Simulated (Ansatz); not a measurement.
## Rh2O5: the change of energy above lowest point and pressure with volume per atom

Equation of state of a cubic crystal from periodic Kohn-Sham density functional theory without spin; pressure corrected for the finite basis. The results are calculated, by Ansatz 0.2.0 development build.

Cell of the first row (space group Pn-3m, No. 224):
```
cell vectors (Å)
   4.9727     0.0000     0.0000
   0.0000     4.9727     0.0000
   0.0000     0.0000     4.9727
atoms (fractions of the cell vectors)
Rh  0.00000  0.00000  0.00000
Rh  0.50000  0.50000  0.00000
Rh  0.50000  0.00000  0.50000
Rh  0.00000  0.50000  0.50000
O   0.50000  0.00000  0.00000
O   0.00000  0.50000  0.00000
O   0.00000  0.00000  0.50000
O   0.50000  0.50000  0.50000
O   0.75000  0.75000  0.25000
O   0.75000  0.25000  0.75000
O   0.25000  0.75000  0.75000
O   0.75000  0.25000  0.25000
O   0.25000  0.75000  0.25000
O   0.25000  0.25000  0.75000
```

Settings of every row: formula Rh2O5; structure type cubic X2O5; functional PBE; spin treatment none; k mesh 11x11x11; occupation method fermi-dirac; occupation width 0.061225619 eV; wave cutoff 420 eV; datasets soft-1 PAW; density cutoff ratio 4.

Limits: a cubic model structure, not a phase known at ambient conditions; modest k-mesh, values are not fully converged in k; no spin polarisation, a magnetic state may lie lower.

| row | volume per atom (Å³) | energy above lowest point (meV/atom) | pressure (GPa) |
| --- | --- | --- | --- |
| 1 | 8.783 | 25.35 | 15.205 |
| 2 | 8.97 | 10.95 | 9.595 |
| 3 | 9.157 | 2.72 | 4.599 |
| 4 | 9.344 | 0 | 0.149 |
| 5 | 9.53 | ? | ? |
| 6 | 9.717 | 8.72 | -7.34 |
| 7 | 9.904 | 19.15 | -10.477 |

Question: what energy above lowest point and pressure should row 5 give?

Worked fit of energy above lowest point. Take u = (V_r/V)^(2/3) − 1 with V_r = 9.2505 Å³ an atom, which is twice the finite (Eulerian) strain; such expansions in the strain, on which the Birch-Murnaghan equation of state is built, carry the rest volume and the bulk modulus. The shown rows have u = 0.03518, 0.02074, 0.0068, -0.00668, -0.03227, -0.04449. Least squares give energy above lowest point = 0.714 + 199.64 × u + 14043.3 × u² + 5397 × u³ meV/atom; a parabola predicts inner rows, each left out in turn, worse (root mean square 0.1 against 0.013 meV/atom). The rows lie off it by 0.00, 0.01, 0.00, -0.01, 0.01, 0.00. Its lowest point lies at u = -0.0071, or V = 9.35 Å³ an atom, and the curvature there gives the bulk modulus at fixed shape and fractions, B = (4/9)(1 + u)² E″(u)/V = 209 GPa. The withheld row has u = -0.01965, so the fit gives 0.714 + 199.64 × (-0.01965) + 14043.3 × (-0.01965)² + 5397 × (-0.01965)³ = 2.17 meV/atom.

The calculation gave 2.18 meV/atom. The fit lies 0.01 meV/atom (0.039 % of the column's range) below it, one unit of the last digit.

Worked fit of pressure. Take u = (V_r/V)^(2/3) − 1 with V_r = 9.2505 Å³ an atom, which is twice the finite (Eulerian) strain; such expansions in the strain, on which the Birch-Murnaghan equation of state is built, carry the rest volume and the bulk modulus. The shown rows have u = 0.03518, 0.02074, 0.0068, -0.00668, -0.03227, -0.04449. Least squares give pressure = 2.3074 + 330.332 × u + 1001.85 × u² + 822 × u³ GPa; a parabola predicts inner rows, each left out in turn, worse (root mean square 0.017 against 0.0065 GPa). The rows lie off it by 0.001, -0.002, -0.001, 0.004, -0.003, 0.001. The pressure vanishes at u = -0.0071, or V = 9.35 Å³ an atom, and there the bulk modulus at fixed shape and fractions is B = −V dP/dV = (2/3)(1 + u) dP/du = 209 GPa. The withheld row has u = -0.01965, so the fit gives 2.3074 + 330.332 × (-0.01965) + 1001.85 × (-0.01965)² + 822 × (-0.01965)³ = -3.803 GPa.

The calculation gave -3.814 GPa. The fit lies 0.011 GPa (0.043 % of the column's range) above it; its largest miss of a shown row is 0.004 GPa.
